**Electrostatic potential through a five-layer W(110) slab**

The table holds the layer-averaged smooth electrostatic potential energy of an electron, counted from the Fermi level, along the normal of an unrelaxed five-layer W(110) slab (Ansatz 0.2.0, plane-wave PAW, LDA, no spin-orbit coupling). The program folds the profile about the slab centre, sorts the inner rows by distance from the nearest layer, and compares the vacuum tail with the parameter-free rate q = 2√(2mΦ)/ħ. The eleven inner rows lie on one curve within 0.07 eV rms (0.16 eV at worst), so the unequal wells come from the spacing of the heights, while the outer layers lie about 0.5 eV higher. The tail decays at 2.42 Å⁻¹, 4 % faster than the estimate of 2.33 Å⁻¹, toward a work function of 5.16 eV on both faces.

Calculated values. Ansatz 0.2.0, scalar-relativistic LDA without spin polarisation, PAW, plane waves to 420 eV, 13×13×1 k mesh, Gaussian smearing of 0.1 eV, dipole correction. Unrelaxed five-layer W(110) slab cut from the PBE bulk crystal, with 15 Å of vacuum. The potential energy is the smooth electrostatic part, averaged over planes parallel to the surface.

## The fit in Python

```python
# Table: layer-averaged smooth electrostatic potential energy of an electron (eV, from the Fermi
# level) along c through an unrelaxed 5-layer W(110) slab; Ansatz 0.2.0, plane-wave PAW, LDA.
# Tested: uneven wells as a sampling effect; vacuum tail against q = 2 sqrt(2 m Phi)/hbar.
T = {
    'height': [2.67, 3.26, 3.85, 4.45, 5.04, 5.63, 6.22, 6.82, 7.41, 8.0, 8.59, 9.19, 9.78, 10.37, 10.96, 11.56, 12.15, 12.74, 13.34, 13.93, 14.52, 15.11, 15.71, 16.3, 16.89, 17.48, 18.08, 18.67, 19.26, 19.86, 20.45, 21.04],  # angstrom
    'potential': [5.16, 5.16, 5.15, 5.12, 4.98, 4.38, 1.9, -8.44, -21.08, -13.74, -2.18, -12.33, -21.9, -10.76, -2.59, -15.55, -21.1, -7.47, -3.84, -18.41, -19.49, -4.7, -5.87, -19.97, -16.5, -1.48, 3.55, 4.79, 5.08, 5.15, 5.16, 5.16],  # eV
}
import numpy as np
from scipy import constants as k
from scipy.interpolate import CubicSpline
z0 = np.array(T['height'], float); V = np.array(T['potential'], float)
# further outputs of the same run (angstrom, eV)
c, thick, area = 24.004, 9.004435, 7.166514
wt, wb, ef, vmean = 5.163522, 5.163504, 7.577501, 4.546304
N = 162                                   # inferred number of grid points along c
idx = np.rint(z0*N/c); z = idx*c/N; h = 2*c/N
d = thick/4; P = c/2 + d*np.arange(-2, 3); phi = (wt + wb)/2
print("layers at", " ".join(f"{p:.3f}" for p in P), f"A; spacing {d:.3f} A")
print(f"heights match a {N}-point grid within {abs(z-z0).max():.4f} A; step {2*h:.3f} A, folded {h:.3f} A")
print(f"work function {wt:.4f} and {wb:.4f} eV, difference {wt-wb:.5f} eV; end rows {V[0]:.2f}, {V[-1]:.2f} eV")
n = len(V); avg = (2*V.sum() + (N/2 - 2*n)*phi)/(N/2)
print(f"cell average: folded table {avg:.3f} eV; run, mean minus Fermi energy {vmean-ef:.3f} eV")
near = abs(z[:, None] - P).argmin(1); u = abs(z - P[near])
s = abs(z - c/2) - thick/2                # distance outside the outer layer
def curve(x, y):
    return CubicSpline(np.r_[-x[::-1], x, d - x[::-1]], np.r_[y[::-1], y, y[::-1]])
I = np.where((near > 0) & (near < 4))[0]; I = I[np.argsort(u[I])]
print("inner rows: height A, layer, distance A, V eV, V minus curve through the other rows eV")
loo = []
for j, i in enumerate(I):
    r = V[i] - float(curve(np.delete(u[I], j), np.delete(V[I], j))(u[i])); loo.append(r)
    print(f"  {z0[i]:5.2f}  {near[i]+1}  {u[i]:.3f}  {V[i]:7.2f}  {r:+.2f}")
loo = np.array(loo); ref = curve(u[I], V[I]); g = np.linspace(0, d/2, 400)
print(f"scatter rms {np.sqrt((loo**2).mean()):.2f}, worst {abs(loo).max():.2f} eV at {z0[I[abs(loo).argmax()]]:.2f} A; rounding 0.005 eV")
print(f"inner curve: on layer {float(ref(0)):.1f}, midway {float(ref(d/2)):.1f}, swing {float(ref(d/2)-ref(0)):.1f} eV")
print(f"inner mean {ref(g).mean():.1f} eV, {phi-ref(g).mean():.1f} eV below vacuum; steepest {ref(g,1).max():.0f} eV/A")
a = np.where(near == 1)[0]; a = a[V[a].argmin()]; b = np.where(near == 3)[0]; b = b[V[b].argmin()]
print(f"lowest rows of layers 2 and 4 differ by {V[b]-V[a]:.2f} eV; curve gives {float(ref(u[b])-ref(u[a])):.2f} eV")
print("outer-layer rows: height A, distance A (+ = vacuum side), V eV, V minus inner curve eV")
O = np.where(((near == 0) | (near == 4)) & (u < d/2))[0]; O = O[np.argsort(s[O])]
for i in O:
    print(f"  {z0[i]:5.2f}  {s[i]:+.3f}  {V[i]:7.2f}  {V[i]-float(ref(u[i])):+.2f}")
print("tail: height A, distance A, deficit below vacuum eV, ratio to next, rate 1/A, rounding limit")
W = np.where(s > 0.9)[0]; W = W[np.argsort(s[W])]; D = phi - V[W]
for j in range(8):
    e = 0.005*(1/D[j] + 1/D[j+1])/h
    print(f"  {z0[W[j]]:5.2f}  {s[W[j]]:.2f}  {D[j]:.3f}  {D[j]/D[j+1]:.2f}  {np.log(D[j]/D[j+1])/h:.2f} +- {e:.2f}")
print(f"beyond {s[W[8]]:.2f} A the deficit is at most {D[8:].max():.3f} eV, near the rounding")
q = np.log(D[0]/D[5])/(s[W[5]] - s[W[0]])
q0 = 2*np.sqrt(2*k.m_e*phi*k.e)/k.hbar*1e-10
print(f"mean rate {s[W[0]]:.2f} to {s[W[5]]:.2f} A: {q:.2f} 1/A (halving length {np.log(2)/q:.2f} A)")
print(f"Fermi-level estimate {q0:.2f} 1/A, ratio per step {np.exp(q0*h):.2f}; table faster by {100*(q/q0-1):.0f} %")
C = k.e/k.epsilon_0*1e10                  # e^2/eps0 in eV A
print(f"Poisson at {s[W[3]]:.2f} A: density {D[3]*q*q/C:.3f} e/A^3, {D[3]*q/C*area:.3f} electrons per cell farther out")
assert abs(z - z0).max() < 0.006 and abs(avg - (vmean - ef)) < 0.05
assert np.all(np.diff(V[I]) > 0)
assert np.all(np.diff(D) <= 1e-9)
assert 0.85 < q/q0 < 1.2
```

It prints:

```
layers at 7.500 9.751 12.002 14.253 16.504 A; spacing 2.251 A
heights match a 162-point grid within 0.0048 A; step 0.593 A, folded 0.296 A
work function 5.1635 and 5.1635 eV, difference 0.00002 eV; end rows 5.16, 5.16 eV
cell average: folded table -3.031 eV; run, mean minus Fermi energy -3.031 eV
inner rows: height A, layer, distance A, V eV, V minus curve through the other rows eV
   9.78  2  0.029   -21.90  -0.11
  12.15  3  0.148   -21.10  +0.05
  14.52  4  0.268   -19.49  -0.01
  13.93  4  0.325   -18.41  -0.02
  11.56  3  0.445   -15.55  +0.02
   9.19  2  0.564   -12.33  +0.01
  10.37  2  0.621   -10.76  -0.01
  12.74  3  0.741    -7.47  -0.05
  15.11  4  0.861    -4.70  +0.09
  13.34  4  0.918    -3.84  -0.08
  10.96  3  1.037    -2.59  +0.16
scatter rms 0.07, worst 0.16 eV at 10.96 A; rounding 0.005 eV
inner curve: on layer -21.9, midway -2.3, swing 19.6 eV
inner mean -12.2 eV, 17.4 eV below vacuum; steepest 28 eV/A
lowest rows of layers 2 and 4 differ by 2.41 eV; curve gives 2.41 eV
outer-layer rows: height A, distance A (+ = vacuum side), V eV, V minus inner curve eV
   8.59  -1.094    -2.18  +0.15
  15.71  -0.798    -5.87  +0.15
   8.00  -0.502   -13.74  +0.30
  16.30  -0.205   -19.97  +0.46
   7.41  +0.091   -21.08  +0.52
  16.89  +0.387   -16.50  +0.49
   6.82  +0.684    -8.44  +0.58
  17.48  +0.980    -1.48  +1.61
tail: height A, distance A, deficit below vacuum eV, ratio to next, rate 1/A, rounding limit
  17.48  0.98  6.644  2.04  2.40 +- 0.01
   6.22  1.28  3.264  2.02  2.38 +- 0.02
  18.08  1.57  1.614  2.06  2.44 +- 0.03
   5.63  1.87  0.784  2.10  2.50 +- 0.07
  18.67  2.17  0.374  2.04  2.40 +- 0.14
   5.04  2.46  0.184  2.20  2.66 +- 0.29
  19.26  2.76  0.084  1.92  2.20 +- 0.59
   4.45  3.05  0.044  3.22  3.95 +- 1.64
beyond 3.35 A the deficit is at most 0.014 eV, near the rounding
mean rate 0.98 to 2.46 A: 2.42 1/A (halving length 0.29 A)
Fermi-level estimate 2.33 1/A, ratio per step 1.99; table faster by 4 %
Poisson at 1.87 A: density 0.025 e/A^3, 0.075 electrons per cell farther out
```
